**Frontier levels of Zr5O10: assignment by energy order**

The table holds nine Kohn-Sham orbital energies, HOMO-4 to LUMO+3, and their largest Löwdin atom weights for one thermal frame of Zr5O10 at the PBE/def2-SVP level (PySCF, gas phase, closed-shell singlet). The program ranks five unlabelled levels against their candidate labels, tests the largest-spacing rule and the weights as guides to the filled/empty boundary, and evaluates the parameter-free point-charge attraction e²/(4πε0 d) for five excitations into the LUMO. Ranking recovers all five labels, as it must because the labels count levels by energy, whereas the largest spacing among the five (1.51 eV) lies above the LUMO and would misplace the boundary; in the full table the 1.37 eV gap wins by only 0.08 eV. The LUMO is isolated and localised on one atom, and HOMO-3 and HOMO-2 are only 0.02 eV apart. The bare attraction of 3.6 to 4.0 eV exceeds the orbital gap by a factor of 2.6 to 2.9, an order-of-magnitude sign that this gap is not the ionisation energy minus the electron affinity.

Kohn-Sham orbitals of neutral singlet Zr5O10 in the gas phase, computed with PySCF 2.14.0 at the PBE/def2-SVP level with density fitting. The geometry is the 300 fs frame of a GFN2-xTB molecular dynamics run at 600 K. Atom weights are Löwdin populations, with n/a for orbitals classed as degenerate or spread.

## Script

```python
# Table: frontier Kohn-Sham orbital energies (eV) and largest Lowdin atom weights of Zr5O10,
# PySCF, PBE/def2-SVP, gas phase, one GFN2-xTB MD frame. Tested: assignment of five unlabelled
# levels by energy order, the largest-spacing rule, the weights, and one point-charge estimate.
T = {
    'row': [1, 2, 3, 4, 5, 6, 7, 8, 9],
    'orbital_energy': [-6.43, -6.28, -6.26, -6.21, -6.07, -4.7, -3.41, -3.19, -3.04],  # eV
    'orbital_label': ['HOMO-4', 'HOMO-3', 'HOMO-2', 'HOMO-1', 'HOMO', 'LUMO', 'LUMO+1', 'LUMO+2', 'LUMO+3'],
    'orbital_largest_atom_weight': [0.49, None, None, 0.49, 0.54, 0.71, 0.37, 0.38, 0.51],
}
import numpy as np
from scipy import constants as C
E = np.array(T['orbital_energy'], float)
L, W = T['orbital_label'], T['orbital_largest_atom_weight']
off = lambda s: (0 if s[0] == 'H' else 1) + (int(s[4:]) if len(s) > 4 else 0)
ws = lambda w: 'blank' if w is None else '%.2f' % w
shuf = dict(zip('ABCDE', [7, 2, 8, 5, 4]))
print('Table printed to 0.01 eV; differences carry up to 0.01 eV of rounding')
print('Unlabelled levels (energy, largest atom weight):')
for k, i in shuf.items():
    print('  %s  %.2f eV  %s' % (k, E[i], ws(W[i])))
order = sorted(shuf, key=lambda k: E[shuf[k]])
cand = sorted((L[i] for i in shuf.values()), key=off)
g5 = np.diff([E[shuf[k]] for k in order])
print('Assignment by energy order (spacing to the next unlabelled level):')
for n, (k, c) in enumerate(zip(order, cand)):
    s = '%.2f eV over %d label step(s)' % (g5[n], off(cand[n+1]) - off(c)) if n < 4 else '-'
    print('  %s -> %-7s true %-7s spacing %s' % (k, c, L[shuf[k]], s))
h, l = L.index('HOMO'), L.index('LUMO')
g = np.diff(E)
gap = g[h]
j = int(np.argmax(g5))
print('Largest spacing of the five: %.2f eV above %s (true %s), %.2f eV more than HOMO-LUMO %.2f eV'
      % (g5[j], order[j], L[shuf[order[j]]], g5[j] - gap, gap))
print('Full table: HOMO-LUMO %.2f, LUMO to LUMO+1 %.2f, difference %.2f eV' % (gap, g[l], gap - g[l]))
so, sv = E[h] - E[0], E[-1] - E[l+1]
print('Span HOMO-4..HOMO %.2f eV, LUMO+1..LUMO+3 %.2f eV, HOMO to LUMO+1 %.2f eV' % (so, sv, E[l+1] - E[h]))
print('Mean spacing filled %.3f eV, above LUMO+1 %.3f eV; LUMO to LUMO+1 / filled span %.1f' % (so/4, sv/2, g[l]/so))
print('Closest pair %s/%s: %.2f eV; kT at 600 K %.3f eV' % (L[g.argmin()], L[g.argmin()+1], g.min(), C.k*600/C.e))
wo = [w for w in W[:l] if w is not None]
print('Tabulated weights: filled %.2f-%.2f, empty %.2f-%.2f' % (min(wo), max(wo), min(W[l:]), max(W[l:])))
# further outputs of the same run: listed Lowdin weights per atom index
A = [{12: .49, 11: .222, 1: .08, 2: .078}, {11: .683, 2: .195, 14: .056}, {11: .506, 12: .19, 2: .141},
     {12: .487, 11: .143, 9: .125, 1: .087}, {11: .537, 12: .178, 2: .141, 6: .07}, {0: .715, 10: .057},
     {4: .368, 3: .276, 0: .141, 2: .058}, {4: .381, 0: .254, 3: .142, 1: .051}, {0: .506, 3: .263, 13: .059}]
print('Level, energy, spacing to next, main atom (weight), listed weight on atoms 0-4 / 5-14:')
top = [max(a, key=a.get) for a in A]
for i, a in enumerate(A):
    lo = sum(w for k, w in a.items() if k < 5)
    s = '%.2f' % g[i] if i < len(g) else '  - '
    print('  %-7s %.2f  %s  atom %2d (%.3f)  %.2f / %.2f' % (L[i], E[i], s, top[i], a[top[i]], lo, sum(a.values()) - lo))
print('Listed atoms shared by HOMO and LUMO: %d' % len(set(A[h]) & set(A[l])))
ne = 5*(40 - 28) + 10*8  # Zr with a 28-electron core potential, O all-electron
print('Explicit electrons %d, filled orbitals %d; formal charge 5(+4)+10(-2) = %d' % (ne, ne//2, 5*4 - 10*2))
# further outputs of the same run: TDA excitations into the LUMO (f, source levels, distance in A), dipole in D
X = [(.00044, 'HOMO 0.87', 3.66), (.00762, 'HOMO-1 0.85', 3.61), (.0002, 'HOMO-2 0.68, HOMO-3 0.32', 3.81),
     (.00064, 'HOMO-4 0.96', 3.67), (.03158, 'HOMO-3 0.51, HOMO-2 0.21, HOMO 0.10', 3.99)]
ke = C.e/(4*np.pi*C.epsilon_0*1e-10)
print('Excitations into the LUMO; bare point-charge attraction e^2/(4 pi eps0 d):')
for f, s, d in X:
    print('  f %.4f  d %.2f A  attraction %.1f eV (%.1f x gap)  from %s' % (f, d, ke/d, ke/d/gap, s))
print('Dipole 11.18 D = %.2f e A' % (11.176*1e-21/C.c/(C.e*1e-10)))
assert np.all(g > 0) and [L[shuf[k]] for k in order] == cand
assert L[shuf[order[j]]] == 'LUMO' and int(np.argmax(g)) == h
assert min(gap, g[l]) > 3*so
assert all(t >= 5 for t in top[:l]) and all(t < 5 for t in top[l:])
```

Running it gives:

```
Table printed to 0.01 eV; differences carry up to 0.01 eV of rounding
Unlabelled levels (energy, largest atom weight):
  A  -3.19 eV  0.38
  B  -6.26 eV  blank
  C  -3.04 eV  0.51
  D  -4.70 eV  0.71
  E  -6.07 eV  0.54
Assignment by energy order (spacing to the next unlabelled level):
  B -> HOMO-2  true HOMO-2  spacing 0.19 eV over 2 label step(s)
  E -> HOMO    true HOMO    spacing 1.37 eV over 1 label step(s)
  D -> LUMO    true LUMO    spacing 1.51 eV over 2 label step(s)
  A -> LUMO+2  true LUMO+2  spacing 0.15 eV over 1 label step(s)
  C -> LUMO+3  true LUMO+3  spacing -
Largest spacing of the five: 1.51 eV above D (true LUMO), 0.14 eV more than HOMO-LUMO 1.37 eV
Full table: HOMO-LUMO 1.37, LUMO to LUMO+1 1.29, difference 0.08 eV
Span HOMO-4..HOMO 0.36 eV, LUMO+1..LUMO+3 0.37 eV, HOMO to LUMO+1 2.66 eV
Mean spacing filled 0.090 eV, above LUMO+1 0.185 eV; LUMO to LUMO+1 / filled span 3.6
Closest pair HOMO-3/HOMO-2: 0.02 eV; kT at 600 K 0.052 eV
Tabulated weights: filled 0.49-0.54, empty 0.37-0.71
Level, energy, spacing to next, main atom (weight), listed weight on atoms 0-4 / 5-14:
  HOMO-4  -6.43  0.15  atom 12 (0.490)  0.16 / 0.71
  HOMO-3  -6.28  0.02  atom 11 (0.683)  0.20 / 0.74
  HOMO-2  -6.26  0.05  atom 11 (0.506)  0.14 / 0.70
  HOMO-1  -6.21  0.14  atom 12 (0.487)  0.09 / 0.76
  HOMO    -6.07  1.37  atom 11 (0.537)  0.14 / 0.79
  LUMO    -4.70  1.29  atom  0 (0.715)  0.71 / 0.06
  LUMO+1  -3.41  0.22  atom  4 (0.368)  0.84 / 0.00
  LUMO+2  -3.19  0.15  atom  4 (0.381)  0.83 / 0.00
  LUMO+3  -3.04    -   atom  0 (0.506)  0.77 / 0.06
Listed atoms shared by HOMO and LUMO: 0
Explicit electrons 140, filled orbitals 70; formal charge 5(+4)+10(-2) = 0
Excitations into the LUMO; bare point-charge attraction e^2/(4 pi eps0 d):
  f 0.0004  d 3.66 A  attraction 3.9 eV (2.9 x gap)  from HOMO 0.87
  f 0.0076  d 3.61 A  attraction 4.0 eV (2.9 x gap)  from HOMO-1 0.85
  f 0.0002  d 3.81 A  attraction 3.8 eV (2.8 x gap)  from HOMO-2 0.68, HOMO-3 0.32
  f 0.0006  d 3.67 A  attraction 3.9 eV (2.9 x gap)  from HOMO-4 0.96
  f 0.0316  d 3.99 A  attraction 3.6 eV (2.6 x gap)  from HOMO-3 0.51, HOMO-2 0.21, HOMO 0.10
Dipole 11.18 D = 2.33 e A
```
